Worked problem: averaged and spin-orbit parts of the In p-channel core potential

Conventions: hartree (Eh) and bohr; l·s in units of ħ²; 1 Eh = 219474.6 cm⁻¹ = 27.2114 eV.

Statement

In (Z = 49), core 1s–4d (46 electrons), valence 5s²5p¹. The semilocal channels V_lj(r) are measured from a spin-free local potential. Assumed model inputs:
 V_3/2(r) = 8.00 Eh exp(−0.84 r²), V_1/2(r) = 7.90 Eh exp(−0.89 r²), exponents in bohr⁻²;
 5p pseudo-orbital u(r) = N r² exp(−βr²), β = 0.08 bohr⁻², ∫u² dr = 1, treated as the eigenfunction of the averaged Hamiltonian;
 lowest p excitation 5p→6p, typical, D ≈ 0.14 Eh.
The channel parameters were chosen to put the splitting near the typical In value of about 2200 cm⁻¹, so the result is no test against that value.
Find (a) V_av and V_so, (b) the first-order ²P_1/2 and ²P_3/2 shifts and splitting, (c) a bound on the second-order term.

Solution

Why the formula holds. 2 l·s = j(j+1) − l(l+1) − 3/4, so l·s = l/2 for j = l+1/2 and −(l+1)/2 for j = l−1/2. With P_l the projector on angular momentum l:
 P_(l+1/2) = P_l (l+1 + 2 l·s)/(2l+1), P_(l−1/2) = P_l (l − 2 l·s)/(2l+1).
Insert in Σ_j V_lj P_lj and collect powers of l·s:
 V = Σ_l P_l [V_l,av + V_l,so l·s] P_l,
 V_l,av = [(l+1) V_(l+1/2) + l V_(l−1/2)]/(2l+1),
 V_l,so = 2 [V_(l+1/2) − V_(l−1/2)]/(2l+1).
This rewriting is exact. The weights are the degeneracies 2j+1; l = 0 has no spin-orbit part. With one radial function for both j, first order gives ΔE = [l/2 + (l+1)/2]⟨V_so⟩ = (2l+1)⟨V_so⟩/2 = ⟨V_(l+1/2) − V_(l−1/2)⟩. The 5s² shell contributes nothing in a single-determinant picture.

(a) l = 1:
 V_av = (2V_3/2 + V_1/2)/3 = 5.333 Eh exp(−0.84 r²) + 2.633 Eh exp(−0.89 r²)
 V_so = (2/3)(V_3/2 − V_1/2) = 5.333 Eh exp(−0.84 r²) − 5.267 Eh exp(−0.89 r²)

(b) Since ∫r⁴exp(−cr²) dr ∝ c^(−5/2), G(a) = ⟨exp(−ar²)⟩ = [2β/(2β+a)]^(5/2).
 G(0.84 bohr⁻²) = 10.24000×10⁻³, G(0.89 bohr⁻²) = 9.06414×10⁻³
 ⟨V_3/2⟩ = 81.920 mEh, ⟨V_1/2⟩ = 71.607 mEh
 ⟨V_av⟩ = 78.482 mEh, ⟨V_so⟩ = 6.876 mEh
Shifts from the averaged level:
 ²P_3/2 (4 states): +⟨V_so⟩/2 = +3.438 mEh
 ²P_1/2 (2 states): −⟨V_so⟩ = −6.876 mEh
Their degeneracy-weighted sum is zero.
 ΔE = (3/2)⟨V_so⟩ = 10.313 mEh = 0.281 eV = 2.26×10³ cm⁻¹, ²P_1/2 lowest.
The third decimals serve the arithmetic only.

(c) Let λ = l·s = 1/2 or −1. V_so mixes u with other radial p states n of the same j: E⁽²⁾ = −λ²S, S = Σ_n |⟨n|V_so|u⟩|²/(E_n − E_5p). The splitting changes by (1 − 1/4)S = +(3/4)S: radial relaxation widens it. All denominators are at least D, and closure gives S ≤ σ²/D with σ² = ⟨V_so²⟩ − ⟨V_so⟩².
 ⟨V_so²⟩ = (4/9)[8.00² G(1.68) − 2·8.00·7.90 G(1.73) + 7.90² G(1.78)] Eh² = 4.66×10⁻⁴ Eh²
 ⟨V_so⟩² = 0.47×10⁻⁴ Eh², σ² = 4.19×10⁻⁴ Eh²
 S ≤ 3.0 mEh, (3/4)S ≤ 2.2 mEh = 0.49×10³ cm⁻¹, 22 % of ΔE.
This is an upper bound, reached only if all the coupling went to 6p. Through second order the model's splitting lies between 10.3 and 12.6 mEh; valence correlation is not included.

Use in QMC. For a real trial function with fixed spin assignment ⟨l·s⟩ = 0: the spin-flip terms change S_z, and ⟨l_z⟩ vanishes because l_z is Hermitian and purely imaginary. Fixed-node DMC with V_av therefore describes the (2J+1)-weighted centre of the doublet, to first order. In the model the ²P_1/2 ground level lies 6.9 mEh = 0.19 eV below that centre, which is the first-order atomic spin-orbit correction to the In reference energy in a cohesive energy of InP or InAs. Direct access to the two levels needs complex spinor determinants, sampled spin coordinates and the fixed-phase condition. Resolving the model's ΔE to 5 % needs a statistical bar of 0.52 mEh on the difference, or 0.36 mEh on each of two independent runs.